Question: Does exact exchange decide what it costs to stretch a C–F bond in CF3?

I have the energy needed to lengthen one C–F bond of the CF3 radical by 0.2 Å, to about 1.5 Å, with the other atoms held still.

CF3 radical (charge 0, doublet), computed with Hartree–Fock and DFT without dispersion correction in OpenMolcas and with GFN methods in xtb. The energy difference is the total energy with one C–F bond stretched to 1.5096 Å and the other atoms fixed, minus that at the PBE0-D4/def2-TZVP geometry, with no zero-point term.

```
              level (program)  reference determinants  relativity  energy difference (eV)
  BLYP def2-SVPD (OpenMolcas)                     UKS        none                   0.278
revPBE def2-SVPD (OpenMolcas)                     UKS        none                   0.299
  TPSS def2-SVPD (OpenMolcas)                     UKS        none                   0.351
   PBE def2-SVPD (OpenMolcas)                     UKS        none                   0.352
               GFN2-xTB (xtb)                     n/a         n/a                   0.437
               GFN1-xTB (xtb)                     n/a         n/a                   0.448
r2SCAN def2-SVPD (OpenMolcas)                     UKS        none                   0.450
 B3LYP def2-SVPD (OpenMolcas)                     UKS        none                   0.456
               GFN0-xTB (xtb)                     n/a         n/a                   0.501
 SVWN5 def2-SVPD (OpenMolcas)                     UKS        none                   0.523
        HF 3-21G (OpenMolcas)                     UHF        none                   0.539
  PBE0 def2-SVPD (OpenMolcas)                     UKS        none                   0.544
M06-2X def2-SVPD (OpenMolcas)                     UKS        none                   0.591
                 GFN-FF (xtb)                     n/a         n/a                   0.632
 BHLYP def2-SVPD (OpenMolcas)                     UKS        none                   0.652
    HF def2-SVPD (OpenMolcas)                     UHF        none                   0.792
```

At first I saw a rule: the more exact exchange a functional contains, the more the stretch costs. PBE to PBE0 obeys it, and so does BLYP to B3LYP to BHLYP. But SVWN5 has no exact exchange and lies above B3LYP, and r2SCAN, which also has none, lies level with B3LYP. M06-2X has slightly more than BHLYP and comes out lower. Hartree–Fock (HF) has the full amount, yet in the 3-21G basis it sits beside PBE0. Is the rule real, and what is wrong with these rows?

Answer:

Three magnitudes are worth keeping in mind. The stretch costs roughly half an electronvolt. Each tenth of GGA exchange that is replaced by exact exchange adds a little less than a tenth of an electronvolt. Taking away another ingredient, such as the gradient correction, the correlation functional or a good basis, shifts the result by 0.2 to 0.3 eV, as much as about a third of full exact exchange.

So the rule is real, but it holds only while everything else in the method stays the same. Your odd rows are those in which something else changes too. Nothing points to a jump to another electronic state: the unrestricted calculations, marked UKS and UHF in the table, are nearly pure doublets at both bond lengths, and the stretch changes their dipole moments in much the same way.

Why the rule holds

Stretched H2 shows the physics in its simplest form. As the atoms part, the two electrons increasingly avoid being on the same atom, and this left–right correlation lowers the energy. A closed-shell HF determinant has no such avoidance, because its exchange hole stays spread over both atoms, and so it makes the stretch too expensive. The hole implied by a GGA stays close to the electron and imitates the avoidance. Exact exchange takes that help away again.

The same argument applies to the electron pair of the C–F bond. It gives the direction of the effect and not its size, since H2 has no lone pairs and CF3 is stretched by only about 15 per cent.

A simple global hybrid replaces a share a of the GGA exchange energy Ex(GGA) by the exact one and keeps the GGA correlation energy Ec(GGA):

Exc(a) = (1 − a) Ex(GGA) + a Ex(exact) + Ec(GGA)

If the electron density hardly depends on a, the stretch energy ΔE follows a straight line:

ΔE(a) = ΔE(0) + a S

Here S is the extra cost of the stretch when all GGA exchange is replaced. PBE and PBE0, with shares of 0 and 0.25, fix it:

S = (0.544 − 0.352) / 0.25 = 0.768 eV

Now start from BLYP and go to BHLYP, which has a share of 0.50:

ΔE(BHLYP) = 0.278 + 0.50 × 0.768 = 0.662 eV

The calculation gives 0.652 eV. BHLYP played no part in fixing S, so a slope taken from one family of functionals carries over to another. B3LYP, which also gives up a little of the gradient correction, is met to about 0.02 eV. The output below lists these comparisons and the breaks discussed next.

What the extra cost consists of

It is tempting to read a low value as a soft bond. But every row starts from the same geometry, which was optimised with PBE0-D4 in a larger basis. A method that prefers a longer bond therefore begins the stretch on a downhill slope and gets part of it for free.

For PBE the forces at the starting point show this directly. The downhill slope is worth 0.19 eV over the stretch, and without it the cost rises from 0.352 to 0.54 eV, practically the PBE0 value. Much of PBE's low cost thus reflects a longer preferred bond. The match need not be exact, because PBE0 itself may start on a slight slope in the smaller basis used here.

The xTB methods and the force field have no share of exact exchange to vary, so the rule does not apply to them. Two of them still support this reading. GFN0-xTB also starts downhill, while the force field GFN-FF starts slightly uphill. Before the slopes are removed, PBE, GFN0-xTB and GFN-FF span 0.632 − 0.352 = 0.28 eV; afterwards they span only 0.07 eV. In these three rows, most of the disagreement thus lies in the starting slopes. For GFN-FF the slope is not a clean measure of the preferred bond length, because its strongest force at the start pulls the molecule towards a planar shape.

The rows that break the rule

SVWN5 lies 0.21 eV above the mean of the three GGAs BLYP, revPBE and PBE. It is a local density approximation, so it lacks the gradient correction. That correction favours uneven densities, and a molecule becomes more uneven as it is pulled apart into atoms. Without it, bonds are held too tightly and stretching costs more. PBE and revPBE provide a check, since they differ only in how strongly the gradient enhances exchange: revPBE has the stronger enhancement and the lower cost, by 0.05 eV.

HF in the def2-SVPD basis has the highest value in the table, and yet it is too low for the rule. The BLYP line, continued to full exact exchange, reaches 1.05 eV, while HF gives 0.792 eV. The end of that line is not HF, however: it is exact exchange together with the LYP correlation functional. If the line stays straight that far, LYP alone makes the stretch about a quarter of an electronvolt dearer.

That looks odd at first, because in H2 correlation made stretching easier. The answer lies in how a GGA divides the work. Its exchange part imitates the left–right correlation, which grows as the bond is pulled. Its correlation part describes mainly the way electrons avoid each other at short range, which matters most when the molecule is compact. HF drops both parts, and their effects on the stretch partly cancel.

HF in the 3-21G basis is lower by another 0.25 eV. The method is the same in both HF rows, so this is purely an effect of the basis. A likely reason is that the small basis has no polarisation functions, which help the density to gather between the atoms and so stabilise the short bond most. Such a basis tends to make C–F bonds too long, which would again give a downhill start, though the starting forces of this row were not examined here. Its place beside PBE0 comes from errors that offset each other and is no sign of agreement.

r2SCAN and M06-2X break the rule in opposite directions. r2SCAN lies 0.14 eV above the GGA mean, and M06-2X lies 0.13 eV below the line drawn from that mean. Neither is simply one of these GGAs with exact exchange mixed in, so neither has to share their starting value. The kinetic-energy density that both use is not enough to explain a shift, because TPSS uses it too and agrees with PBE to 0.001 eV. My guess is that r2SCAN spreads electrons over several atoms less readily than the GGAs do, and that the flexible fitted part of M06-2X offsets some of its exact exchange. The energies test neither idea. The first gets some support from the dipole moment at the starting geometry, which for r2SCAN is closer to that of PBE0 than to that of PBE.

How to place another functional

First ask which semilocal functional it is built on, because that sets the starting value. Then add about 0.08 eV for every tenth of exact exchange. Finally, check that the correlation functional and the basis are of the same kind as in the rows you compare with. A functional fitted as a whole, such as M06-2X, cannot be placed this way, and neither can one whose share of exact exchange varies with the distance between the electrons. For the others the recipe tells you roughly where a method should fall in the list, not how accurate it is: a higher cost is not in itself a better or a worse one.

Numerical output:

```
PBE0 less PBE, eV: 0.192
slope from PBE and PBE0, eV per full exact exchange: 0.768
BHLYP predicted from BLYP and that slope (share 0.50), eV: 0.662
BHLYP computed less predicted, eV: -0.01
B3LYP predicted from BLYP and that slope (share 0.20), eV: 0.4316
B3LYP computed less predicted, eV: 0.0244
mean of the three GGAs BLYP, revPBE and PBE, eV: 0.3097
span of the three GGAs (PBE less BLYP), eV: 0.074
SVWN5 less GGA mean, eV: 0.2133
PBE less revPBE, eV: 0.053
r2SCAN less GGA mean, eV: 0.1403
TPSS less GGA mean, eV: 0.04133
M06-2X less line from GGA mean (share 0.54), eV: -0.1334
BLYP line continued to full exact exchange, eV: 1.046
HF def2-SVPD less that continued line, eV: -0.254
HF 3-21G less HF def2-SVPD, eV: -0.253
PBE linear term from starting gradient, eV: -0.1902
PBE energy without linear term, eV: 0.5422
GFN0-xTB linear term from starting gradient, eV: -0.1111
GFN0-xTB energy without linear term, eV: 0.6121
GFN-FF linear term from starting gradient, eV: 0.06581
GFN-FF energy without linear term, eV: 0.5662
```
